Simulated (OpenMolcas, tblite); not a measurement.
## CH7NSn (SMILES C[NH][SnH3]): methods side by side

The species is CH7NSn (10 atoms), meant as a singlet with charge 0. As SMILES, `C[NH][SnH3]`. The coordinates come from a PBE0-D4/def2-TZVP relaxation.

```xyz
10

C    -0.8984    0.7580   -0.8792
N    -0.3430   -0.5329   -0.5165
Sn    0.8973   -0.6294    1.0851
H    -1.6642    0.6376   -1.6527
H    -1.3968    1.2011   -0.0117
H    -0.1682    1.4946   -1.2475
H     0.0373   -1.0040   -1.3262
H     1.4517   -2.2390    1.1699
H    -0.0526   -0.1955    2.4337
H     2.2202    0.4584    0.9480
```

Each level gives the vertical energy of the triplet above the singlet (eV). The values are calculated.

```csv
level,kind,program,value (eV),CPU time (all runs)
GFN1-xTB,semi-empirical,tblite,5.56,under 2 s
HF/def2-SVP (core potential),Hartree–Fock,OpenMolcas,4.64,18 s
SVWN5/def2-SVP (core potential),LDA,OpenMolcas,4.64,75 s
PBE/def2-SVP (core potential),GGA,OpenMolcas,4.64,2.1 min
TPSS/def2-SVP (core potential),meta-GGA,OpenMolcas,4.73,3.4 min
BHLYP/def2-SVP (core potential),global hybrid,OpenMolcas,4.90,1.9 min
```

Spin-orbit coupling, which can split open shells on such heavy atoms by tenths of an eV, is left out. The values span 4.64 to 5.56 eV. Times are those of the runs behind each value, whatever else they computed, on shared processors of several kinds: orders of magnitude only.

Every level places the triplet well above the singlet at this geometry, as expected for a saturated stannylamine with tetravalent tin, a nitrogen lone pair and no low-lying π* orbital. The triplet must promote an electron from an occupied orbital, probably one with large nitrogen lone-pair character, into an antibonding σ* orbital with substantial tin character. The polar bonds to tin and its diffuse valence orbitals make such an acceptor more accessible than in the carbon analogue.

The ab initio and density-functional values lie between 4.64 and 4.90 eV, with GFN1-xTB apart at 5.56 eV. They don't follow the share of exact exchange: BHLYP lies above both PBE and Hartree–Fock. The match between Hartree–Fock and the two simplest functionals is therefore no sign of convergence, and may reflect missing correlation in the former offsetting the different treatment of exchange. Because the gap is vertical, it doesn't show how far the triplet would drop on relaxation, where occupation of a σ* orbital could stretch or break a bond to tin.
